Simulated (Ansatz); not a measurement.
Ligand exchange: C2H7Al + GaH(CH3)(SH) → C2H7AlS + GaH2(CH3)

Species: C2H7Al `C[CH2][AlH2]`, singlet; GaH(CH3)(SH), singlet; C2H7AlS `C[CH2][AlH][SH]`, singlet; GaH2(CH3), singlet. The partners trade H for SH: Al–H and Ga–SH bonds give way to Al–SH and Ga–H.

Shapes, held fixed at every level: PBE0-D4/def2-TZVP. Flexible molecules stand in one conformer, not always the lowest. Programs: Ansatz 0.2.0. Electronic energies: no zero-point or thermal term.

| level | kind | ΔE (kJ/mol) | less CCSD(T)/def2-TZVPP |
| --- | --- | --- | --- |
| HF/def2-SVP | Hartree–Fock | -15.0 | +3.4 |
| HF/def2-TZVPP | Hartree–Fock | -15.3 | +3.1 |
| B3LYP-D4/def2-TZVPP | global hybrid | -17.8 | +0.6 |
| r2SCAN0-D4/def2-TZVPP | global hybrid | -20.8 | -2.4 |
| wB97M-V/def2-TZVPP | range-separated hybrid | -21.2 | -2.8 |
| B2PLYP/def2-TZVPP | double hybrid | -17.4 | +1.0 |
| MP2/def2-SVP | perturbation theory | -15.5 | +2.9 |
| CCSD(T)/def2-TZVPP | coupled cluster or CI | -18.4 | 0.0 |

The highest level, CCSD(T)/def2-TZVPP, gives ΔE = -18.4 kJ/mol; the levels span -21.2 to -15.0. The column of differences is taken from that level and isn't an error. No measured value is set beside it here. Relativity is left out for Ga. Outer-core shells of Ga are correlated in most correlated rows, in sets that cover them unevenly.

Every level places SH on aluminium and hydride on gallium, so the direction of exchange is secure within this set, though the preference is modest. Hartree–Fock already gives -15.3 kJ/mol in the larger basis, against -18.4 with coupled cluster, so most of the driving force is present at mean-field level and correlation strengthens it. This fits a reaction that conserves the number of bonds of each broad type, where much of the correlation energy cancels.

The likely origin is bond polarity. Gallium's filled d shell screens the nuclear charge poorly, leaving it less electropositive than aluminium. Replacing hydride by the more electronegative thiolate therefore favours aluminium, through a more polar metal–sulfur bond. Donation from a sulfur lone pair into the metal's empty p orbital may contribute, but the reaction energy alone can't separate the two effects. The result concerns isolated monomers; hydride or thiolate bridging, common for such electron-deficient compounds, could shift the exchange equilibrium in condensed phases.
